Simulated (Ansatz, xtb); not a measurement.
## Relative energy of two isomers of C2H9NSSi

Structure X: `C[Si@@H](N)CS`, a singlet. Structure Y: `C[Si@@H](S)CN`, a singlet. Both are isolated molecules in the gas phase, relaxed with B3LYP-D3(BJ)/def2-SVP, each in the lowest conformer that the search found.

Task: Which of the two would you expect CCSD(T)/def2-SVP + ΔMP2/def2-TZVPP electronic energies to favour?

Result: Structure X; the calculation gives E(Y) − E(X) = +5.9 kcal/mol.

The same difference at several levels:

| level | geometry | E(Y) − E(X) (kcal/mol) | departure from the last row (kcal/mol) | job, with rough time for the two |
| --- | --- | --- | --- | --- |
| GFN2-xTB | GFN2-xTB | +1.3 | −4.6 | optimisation, 0.22 s |
| HF/STO-3G | GFN2-xTB | +0.3 | −5.6 | single point, 0.4 s |
| r2SCAN-D4/def2-SVP | GFN2-xTB | +1.8 | −4.1 | single point, 5.6 s |
| B3LYP-D3(BJ)/def2-SVP | B3LYP-D3(BJ)/def2-SVP | +1.7 | −4.3 | optimisation, 69 s |
| HF/def2-SVP | B3LYP-D3(BJ)/def2-SVP | +3.4 | −2.5 | part of the CCSD(T) run |
| MP2/def2-SVP | B3LYP-D3(BJ)/def2-SVP | +2.5 | −3.4 | part of the CCSD(T) run |
| CCSD(T)/def2-SVP | B3LYP-D3(BJ)/def2-SVP | +2.1 | −3.9 | single point |
| CCSD(T)/def2-SVP + ΔMP2/def2-TZVPP | B3LYP-D3(BJ)/def2-SVP | +5.9 |  | single point, 54 s |

As drawn, Y has 1 S–Si, 1 C–N in place of 1 N–Si, 1 C–S.

HF/STO-3G finds them nearly level. The largest departure from CCSD(T)/def2-SVP + ΔMP2/def2-TZVPP is that of HF/STO-3G, 5.6 kcal/mol. The last row adds to CCSD(T) the change of the MP2 difference between the two basis sets, here +3.9 kcal/mol, a large step that makes the value less sure.

With thermal terms from frequencies at re-optimised GFN2-xTB minima (ideal gas, soft modes damped towards free rotors, one conformer each, 298.15 K, 1 atm): the zero-point term adds +1.1 kcal/mol; ΔH is +6.9 and ΔG +7.3 kcal/mol.

The correlated steps freeze 13 core orbitals. Programs: Ansatz 0.2.0, xtb 6.7.1; the last row on 2 threads of Arm Neoverse V2 on a shared host.

Every level places the Si–N/C–S isomer X below the Si–S/C–N isomer Y, though HF/STO-3G barely separates them. The preference fits the usual bond-strength pattern: silicon, being electropositive, gains more from exchanging sulfur for the more electronegative nitrogen than carbon does. The Si–N bond is short and strongly polar, with some delocalisation of the nitrogen lone pair into Si–X σ* orbitals, and this outweighs the loss of a C–N bond in favour of a weaker C–S bond.

The size of the gap depends more on the basis than on the treatment of correlation. With def2-SVP, B3LYP, r2SCAN and MP2 all lie close to CCSD(T), so their shortfall against the final value probably reflects too few polarisation functions, which matter especially for silicon and sulfur, rather than a failure of the functionals. Vibrational terms reinforce the order, plausibly because the amino group's bending modes are stiffer on carbon than on silicon. The preference is thermodynamic and says nothing about the barrier to interconversion or resistance to hydrolysis.
